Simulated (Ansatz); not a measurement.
**Ligand exchange: BH(CH3)2 + C2H4S → BH(CH3)(SH) + C3H6**

Species: BH(CH3)2, singlet; C2H4S `C=CS`, singlet; BH(CH3)(SH), singlet; C3H6 `C=CC`, singlet. The partners trade CH3 for SH: B–CH3 and C–SH bonds give way to B–SH and C–CH3.

Shapes, held fixed at every level: PBE0-D4/def2-TZVP. Flexible molecules stand in one conformer, not always the lowest. Programs: Ansatz 0.2.0. Electronic energies: no zero-point or thermal term.

| level | kind | ΔE (kJ/mol) | less CCSD(T)/CBS estimate |
| --- | --- | --- | --- |
| HF/def2-TZVPP | Hartree–Fock | -102.3 | -1.2 |
| r2SCAN-D4/def2-TZVPP | meta-GGA | -97.7 | +3.4 |
| wB97M-V/def2-TZVPP | range-separated hybrid | -98.4 | +2.7 |
| wB97X-V/def2-TZVPP | range-separated hybrid | -98.8 | +2.3 |
| MP2/def2-TZVPP | perturbation theory | -103.8 | -2.7 |
| CCSD(T)/def2-TZVPP | coupled cluster or CI | -103.7 | -2.6 |
| CCSD/def2-TZVPP | coupled cluster or CI | -103.2 | -2.1 |
| CCSD(T)/CBS estimate | coupled cluster or CI | -101.1 | 0.0 |

The highest level, CCSD(T)/CBS estimate, gives ΔE = -101.1 kJ/mol; the levels span -103.8 to -97.7. The column of differences is taken from that level and isn't an error. No measured value is set beside it here. The CBS estimate extrapolates MP2 from def2-TZVPP and def2-QZVPP and adds CCSD(T) − MP2 in the triple-zeta set, cores frozen.

The exchange is strongly exothermic at every level, with the CCSD(T)/CBS estimate at -101.1 kJ/mol. The driving force is probably the match between sulfur and tricoordinate boron: a sulfur lone pair can donate into the formally empty boron p orbital, a stronger interaction than the hyperconjugation offered by the methyl group it replaces. Sulfur does give up its conjugation with the vinyl group, but that π system is already filled and gains less from a donor. Replacing a C–S bond with a stronger C–C bond should also help.

Hartree–Fock already recovers nearly the whole reaction energy, so correlation contributes little net, as befits an exchange between closed-shell molecules that conserves the number of electron-pair bonds. MP2 and CCSD(T) almost coincide in the triple-zeta basis; the -2.6 kJ/mol offset of CCSD(T) from the reference therefore reflects basis incompleteness rather than missing higher excitations. The preference for B–S over C–S bonding is thus secure for this pair, but total energies alone cannot separate π donation from the σ-bond contributions.
